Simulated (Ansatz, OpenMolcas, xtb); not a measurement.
Ligand exchange: SiH3F + C2H2S → SiH3(SH) + C2HF

Gas-phase species: SiH3F `F[SiH3]`, singlet; C2H2S `C#CS`, singlet; SiH3(SH) (sulfanylsilane), singlet; C2HF (fluoroacetylene) `C#CF`, singlet. The partners trade F for SH: Si–F and C–SH bonds give way to Si–SH and C–F.

Shapes, held fixed at every level: PBE0-D4/def2-TZVP. Programs: Ansatz 0.2.0, OpenMolcas 26.06, xtb 6.7.1. The zero-point and thermal change to 298 K, harmonic and unscaled (PBE0-D4/def2-TZVP), is +0.3 kJ/mol.

```csv
level,kind,ΔH(298 K) (kJ/mol),less CCSD(T)/CBS estimate
GFN1-xTB,semi-empirical,+130.9,-43.8
HF/def2-TZVPP,Hartree–Fock,+175.3,+0.6
B3LYP/6-31G* (spherical functions),global hybrid,+143.8,-30.9
PBE0-D4/def2-TZVPP,global hybrid,+154.8,-19.9
r2SCAN0-D4/def2-TZVPP,global hybrid,+165.0,-9.7
MP2/def2-TZVPP,perturbation theory,+181.7,+7.0
CCSD(T)/def2-SVP,coupled cluster or CI,+147.3,-27.4
CCSD(T)/CBS estimate,coupled cluster or CI,+174.7,0.0
```

The highest level, CCSD(T)/CBS estimate, gives ΔH(298 K) = +174.7 kJ/mol; the levels span +130.9 to +181.7. The column of differences is taken from that level and isn't an error. No measured value is set beside it here. The CBS estimate extrapolates MP2 from def2-TZVPP and def2-QZVPP and adds CCSD(T) − MP2 in the triple-zeta set, cores frozen.

The exchange is strongly endothermic at every level, so the preference for fluorine on silicon and sulfur on carbon doesn't depend on the method, though its size does. The main reason is the Si–F bond: silicon is much more electropositive than carbon, which gives this bond a large ionic contribution, helped by donation from the fluorine lone pairs into σ* orbitals of the silyl group. Sulfur gains far less from moving to silicon, and fluorine on an alkynyl carbon suffers repulsion between its lone pairs and the π system.

The coupled-cluster value rises from +147.3 to +174.7 kJ/mol between the small basis and the extrapolated limit, which suggests that the small set describes the polar Si–F bond too poorly. Hartree–Fock lies only +0.6 kJ/mol from the reference, probably through cancellation of correlation and basis-set errors rather than a sound description of the bonds. The reaction enthalpy alone can't divide the preference between a strong Si–F bond and a weakened C–F bond.
